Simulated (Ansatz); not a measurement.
A series in volume per atom on Ti

Results calculated with Ansatz 0.2.0, not measured. Periodic Kohn-Sham DFT of a crystal at fixed atoms; pressure and stress are positive in compression; the energy is the free energy less that of spherical unpolarised free atoms; site moments are those in the method's own spheres, positive along +z.

Cell of the first row (space group P6_3/mmc, No. 194):
```
cell vectors (Å)
   2.8898     0.0000     0.0000
  -1.4449     2.5026     0.0000
   0.0000     0.0000     4.5903
atoms (fractions of the cell vectors)
Ti  0.33333  0.66667  0.25000
Ti  0.66667  0.33333  0.75000
```

Settings of every row: method all-electron PAW; functional PBEsol; relativity scalar; k mesh 14x14x8; filling fermi-dirac; smearing width 0.05 eV; nucleus gaussian.

Atom start moment: 0 on all atoms.

| row | volume per atom (Å³) | pressure (GPa) |
| --- | --- | --- |
| 1 | 16.599 | 0.938 |
| 2 | 16.952 | -1.556 |
| 3 | 17.305 | ? |
| 4 | 17.482 | -4.877 |
| 5 | 17.658 | -5.883 |
| 6 | 17.835 | -6.84 |
| 7 | 18.011 | -7.752 |
| 8 | 18.365 | -9.447 |
| 9 | 18.718 | -10.983 |

Question: what pressure should row 3 give?

Worked fit of pressure. Take u = (V_r/V)^(2/3) − 1 with V_r = 17.747 Å³ an atom, which is twice the finite (Eulerian) strain; such expansions in the strain, on which the Birch-Murnaghan equation of state is built, carry the rest volume and the bulk modulus. The shown rows have u = 0.04559, 0.03103, 0.01008, 0.00336, -0.00329, -0.0098, -0.02256, -0.03489. Least squares give pressure = −6.3698 + 144.364 × u + 348.95 × u² GPa; a straight line predicts inner rows, each left out in turn, worse (root mean square 0.18 against 0.0024 GPa). The rows lie off it by 0.001, -0.002, 0.002, -0.002, 0.001, -0.001, 0.002, -0.001. The pressure vanishes at u = 0.0402, or V = 16.73 Å³ an atom, and there the bulk modulus at fixed shape and fractions is B = −V dP/dV = (2/3)(1 + u) dP/du = 120 GPa. Letting shape and atoms relax would as a rule lower it, by much in layered, chain or molecular crystals. The withheld row has u = 0.01696, so the fit gives −6.3698 + 144.364 × (0.01696) + 348.95 × (0.01696)² = -3.821 GPa.

The calculation gave -3.823 GPa. The fit lies 0.002 GPa (0.017 % of the column's range) above it; its largest miss of a shown row is 0.002 GPa.
